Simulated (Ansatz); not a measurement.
# ZnCu: energy above lowest point against volume scale

Results calculated with Ansatz 0.2.0, not measured. Free energy against uniform scaling of the volume at fixed shape and fractions; periodic cell, basis, potentials, k mesh and filling as listed.

The cell before it is scaled or strained (space group Pm-3m, No. 221):
```
CELL_PARAMETERS angstrom
2.94500 0.00000 0.00000
0.00000 2.94500 0.00000
0.00000 0.00000 2.94500
ATOMIC_POSITIONS crystal
Zn 0.50000 0.50000 0.50000
Cu 0.00000 0.00000 0.00000
```

Settings of every row: functional PBE; dispersion none; potentials all-electron LAPW; k mesh 10x10x10; k shift 0x0x0; occupations fermi dirac; smearing width 0.2 eV; spin none.

Limits: coarse k mesh, up to 40 meV an atom off.

| row | volume scale | V (Å³/atom) | energy above lowest point (meV/atom) |
| --- | --- | --- | --- |
| 1 | 0.92 | 11.749 | 53.6 |
| 2 | 0.96 | 12.26 | 16.7 |
| 3 | 1 | 12.771 | ? |
| 4 | 1.04 | 13.282 | 0 |
| 5 | 1.08 | 13.793 | 12.5 |

Question: what energy above lowest point should row 3 give?

Worked fit of energy above lowest point. Take u = (V_r/V)^(2/3) − 1 with V_r = 12.771 Å³ an atom, which is twice the finite (Eulerian) strain; such expansions in the strain, on which the Birch-Murnaghan equation of state is built, carry the rest volume and the bulk modulus. The shown rows have u = 0.05718, 0.0276, -0.02582, -0.05003. Least squares give energy above lowest point = 0.2 + 302.3 × u + 11013 × u² meV/atom; a straight line predicts inner rows, each left out in turn, worse (root mean square 18 against 0.63 meV/atom). The rows lie off it by 0.1, -0.2, 0.3, -0.1. Its lowest point lies at u = -0.0137, or V = 13.04 Å³ an atom, and the curvature there gives the bulk modulus at fixed shape and fractions, B = (4/9)(1 + u)² E″(u)/V = 117 GPa. The withheld row has u = 0, so the fit gives 0.2 + 302.3 × (0) + 11013 × (0)² = 0.2 meV/atom.

The calculation gave 0.3 meV/atom. The fit lies 0.1 meV/atom (0.19 % of the column's range) below it, one unit of the last digit.
